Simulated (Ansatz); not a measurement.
CdInS2: the change of energy over elements and pressure with volume per atom

Results calculated with Ansatz 0.2.0, not measured. Density functional energy, stress (positive in compression), forces and moments (in spheres) of a cell at fixed atoms, energy at zero smearing over the elements' standard crystals or gases in the same functional; plane waves with PAW datasets, Gamma-centred k mesh.

Cell of the first row (space group P-3m1, No. 164):
```
CdInS2
1.0
      3.7281     0.0000     0.0000
     -1.8640     3.2286     0.0000
      0.0000     0.0000     6.5598
Cd In S
1 1 2
Direct
  0.00000 0.00000 0.00000
  0.00000 0.00000 0.50000
  0.66667 0.33333 0.75786
  0.33333 0.66667 0.24214
```

Settings of every row: functional PBE; dispersion none; spin none; wave cutoff 420 eV; k mesh 15x15x8; occupations gaussian; smearing width 0.15 eV.

Limits: no spin polarisation, a magnetic state may lie lower; the cell comes from a prototype or a list of computed structures and needn't be the stable phase.

```
row  volume per atom (Å³)  energy over elements (eV/atom)  pressure (GPa)  largest force (eV/Å)
  1                19.739                         -0.3367            9.08                 0.108
  2                22.095                               ?               ?                     ?
  3                23.274                         -0.3853           -2.84                 0.043
  4                24.452                         -0.3563           -4.92                 0.075
  5                25.631                         -0.3141           -6.43                 0.102
```

Question: what energy over elements and pressure should row 2 give?

Worked fit of energy over elements. Take u = (V_r/V)^(2/3) − 1 with V_r = 23.863 Å³ an atom, which is twice the finite (Eulerian) strain; such expansions in the strain, on which the Birch-Murnaghan equation of state is built, carry the rest volume and the bulk modulus. The shown rows have u = 0.13484, 0.0168, -0.01612, -0.04653. Least squares give energy over elements = −0.37285 − 0.87205 × u + 8.4549 × u² eV/atom; a straight line predicts inner rows, each left out in turn, worse (root mean square 0.037 against 0.00063 eV/atom). The rows lie off it by 0.0000, -0.0002, 0.0003, -0.0001. The withheld row has u = 0.05266, so the fit gives −0.37285 − 0.87205 × (0.05266) + 8.4549 × (0.05266)² = -0.3953 eV/atom.

The calculation gave -0.3965 eV/atom. The fit lies 0.0012 eV/atom (1.5 % of the column's range) above it; its largest miss of a shown row is 0.0003 eV/atom.

Worked fit of pressure. Take u = (V_r/V)^(2/3) − 1 with V_r = 23.863 Å³ an atom, which is twice the finite (Eulerian) strain; such expansions in the strain, on which the Birch-Murnaghan equation of state is built, carry the rest volume and the bulk modulus. The shown rows have u = 0.13484, 0.0168, -0.01612, -0.04653. Least squares give pressure = −3.971 + 63.977 × u + 243.31 × u² GPa; a straight line predicts inner rows, each left out in turn, worse (root mean square 1.1 against 0.041 GPa). The rows lie off it by 0.00, -0.01, 0.02, -0.01. The pressure vanishes at u = 0.0518, or V = 22.12 Å³ an atom, and there the bulk modulus at fixed shape and fractions is B = −V dP/dV = (2/3)(1 + u) dP/du = 62.6 GPa. Letting shape and atoms relax would as a rule lower it, by much in layered, chain or molecular crystals. The withheld row has u = 0.05266, so the fit gives −3.971 + 63.977 × (0.05266) + 243.31 × (0.05266)² = 0.07 GPa.

The calculation gave -0.01 GPa. The fit lies 0.08 GPa (800 % of the value, 0.52 % of the column's range) above it; its largest miss of a shown row is 0.02 GPa.

The other values of row 2: largest force 0.003 eV/Å.
